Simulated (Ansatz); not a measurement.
# LiCd: the change of energy above lowest point with volume scale

Free energy against uniform scaling of the volume at fixed shape and fractions; periodic cell, basis, potentials, k mesh and filling as listed. The results are calculated, by Ansatz 0.2.0.

The cell before it is scaled or strained (space group Fd-3m, No. 227):
```
LiCd
1.0
      0.0000     3.3324     3.3324
      3.3324     0.0000     3.3324
      3.3324     3.3324     0.0000
Li Cd
2 2
Direct
  0.25000 0.25000 0.25000
  0.00000 0.00000 0.00000
  0.75000 0.75000 0.75000
  0.50000 0.50000 0.50000
```

Settings of every row: functional r2SCAN; dispersion none; potentials PAW; wave cutoff 600 eV; density cutoff 2400 eV; k mesh 6x6x6; k shift 0x0x0; occupations fermi dirac; smearing width 0.1 eV; spin none.

Limits: coarse k mesh, up to 40 meV an atom off; the cell comes from a prototype or a list of computed structures and needn't be the stable phase.

```csv
row,volume scale,V (Å³/atom),energy above lowest point (meV/atom)
1,0.92,17.023,19.3
2,0.9467,17.517,?
3,0.9733,18.009,2.4
4,1,18.503,0
5,1.0267,18.997,0.9
6,1.0533,19.489,4.7
7,1.08,19.983,10.9
```

Question: what energy above lowest point should row 2 give?

Worked fit of energy above lowest point. Take u = (V_r/V)^(2/3) − 1 with V_r = 18.75 Å³ an atom, which is twice the finite (Eulerian) strain; such expansions in the strain, on which the Birch-Murnaghan equation of state is built, carry the rest volume and the bulk modulus. The shown rows have u = 0.06654, 0.02725, 0.00888, -0.00869, -0.02544, -0.04157. Least squares give energy above lowest point = 0.08 − 53.5 × u + 5045 × u² + 1531 × u³ meV/atom; a parabola predicts inner rows, each left out in turn, worse (root mean square 0.073 against 0.032 meV/atom). All shown rows lie on it to the printed digit. Its lowest point lies at u = 0.0053, or V = 18.6 Å³ an atom, and the curvature there gives the bulk modulus at fixed shape and fractions, B = (4/9)(1 + u)² E″(u)/V = 39.2 GPa. The withheld row has u = 0.04639, so the fit gives 0.08 − 53.5 × (0.04639) + 5045 × (0.04639)² + 1531 × (0.04639)³ = 8.6 meV/atom.

The calculation gave 8.6 meV/atom. The fit meets it to the printed digit.
